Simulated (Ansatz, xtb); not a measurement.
# Relative energy of two structures of H5NOSn

Structure I is a singlet given by its coordinates and structure II is a singlet given by its coordinates. Both are isolated molecules in the gas phase, relaxed with B3LYP-D3(BJ)/def2-SVP.

I (Å):

```yaml
atoms:
  - { symbol: N, position_ang: [-0.6181, -1.3859, -0.6496] }
  - { symbol: O, position_ang: [2.0379, -0.7701, -1.3313] }
  - { symbol: Sn, position_ang: [0.5519, -0.9966, -2.7631] }
  - { symbol: H, position_ang: [-0.9451, -2.3284, -0.4342] }
  - { symbol: H, position_ang: [0.2786, -1.2151, -0.1732] }
  - { symbol: H, position_ang: [-1.3096, -0.7115, -0.3203] }
  - { symbol: H, position_ang: [0.7336, -2.8034, -2.8500] }
  - { symbol: H, position_ang: [2.5665, -1.5752, -1.2431] }
```

Close contacts (Å): N1–Sn3 2.45, O2–Sn3 2.08, N1–H4 1.02, N1–H5 1.03, N1–H6 1.02, O2–H8 0.97, Sn3–H7 1.82.

II (Å):

```xyz
8

N    -0.2034   -0.7665   -0.5394
O     1.3282   -1.3709   -2.5619
Sn    1.4939   -2.0677   -0.2401
H    -0.1963    0.1193   -0.0323
H    -1.1308   -1.1787   -0.4304
H     0.4900   -3.4917   -0.7139
H     0.9478   -2.0693   -3.1157
H     0.5386   -0.9034   -2.1333
```

Close contacts (Å): N1–Sn3 2.16, O2–Sn3 2.43, N1–H4 1.02, N1–H5 1.02, O2–H7 0.97, O2–H8 1.01, Sn3–H6 1.81, Sn3–H8 2.42.

Energies in hartree; the thermal terms are from B3LYP-D3(BJ)/def2-SVP harmonic frequencies (ideal gas, rigid rotor, one conformer each, 400 K, 1 atm) and include the zero-point energy:

```
                               I           II
E, CCSD(T)/def2-TZVP  −346.476313  −346.458344
   zero-point energy     0.056439     0.056020
        H(400 K) − E     0.067137     0.066270
        G(400 K) − E     0.013633     0.014014
```

Q: Work out ΔE, ΔE₀, ΔH and ΔG for I → II in kJ/mol (1 Eh = 2625.50 kJ/mol) and the equilibrium ratio [II]/[I].

A: 1. ΔE = −346.458344 − (−346.476313) = +0.017969 Eh = +47.18 kJ/mol.
2. ΔE₀ = ΔE + ΔZPE = +0.017969 + (−0.000419) Eh = +46.08 kJ/mol.
3. ΔH = ΔE + (−0.000867) Eh = +44.90 kJ/mol.
4. ΔG = ΔE + (+0.000381) Eh = +48.18 kJ/mol, so ΔS = (ΔH − ΔG)/T = −8.2 J/(mol K).
5. kT = 1.2667 mEh, so K = [II]/[I] = exp(−ΔG/kT) = exp(−14.49) ≈ 5.1 × 10^−7.

Structure I is favoured at this temperature. An error of 4 kJ/mol in ΔG would change K by a factor of 3.3. Mirror images and further conformers aren't counted.

Other levels gave ΔE = +36.6 (B3LYP-D3(BJ)/def2-SVP); +61.8 (HF/def2-TZVP); +46.0 (MP2/def2-TZVP) kJ/mol. The correlated steps freeze 6 core orbitals; the filled d shell of Sn is correlated, in a basis made for valence electrons. Atoms past krypton carry core potentials in the def2 sets, without spin–orbit terms. Programs: Ansatz 0.2.0.

Both structures are tin(II) hydrides: I is a hydroxide carrying a datively bound ammonia, and II is an amide carrying a weakly bound water. Going from I to II therefore amounts to moving a proton from nitrogen to oxygen, with tin remaining divalent. The preference for I fits the chemistry of both partners: tin forms a stronger, more polar bond to hydroxide than to amide, while ammonia is a better lone-pair donor than water and a weaker acid. II probably recovers part of this cost through a strong internal O–H···N hydrogen bond, which the geometry and the stretched O–H bond of 1.01 Å suggest.

Because the two isomers contain similar sets of bonds, vibrational and thermal terms nearly cancel, and the preference is essentially electronic. Every level listed puts I lower, although the size of the gap is sensitive to the treatment of correlation, which reduces it relative to Hartree–Fock. The equilibrium ratio says nothing about how fast the proton moves, since no transition state was located.
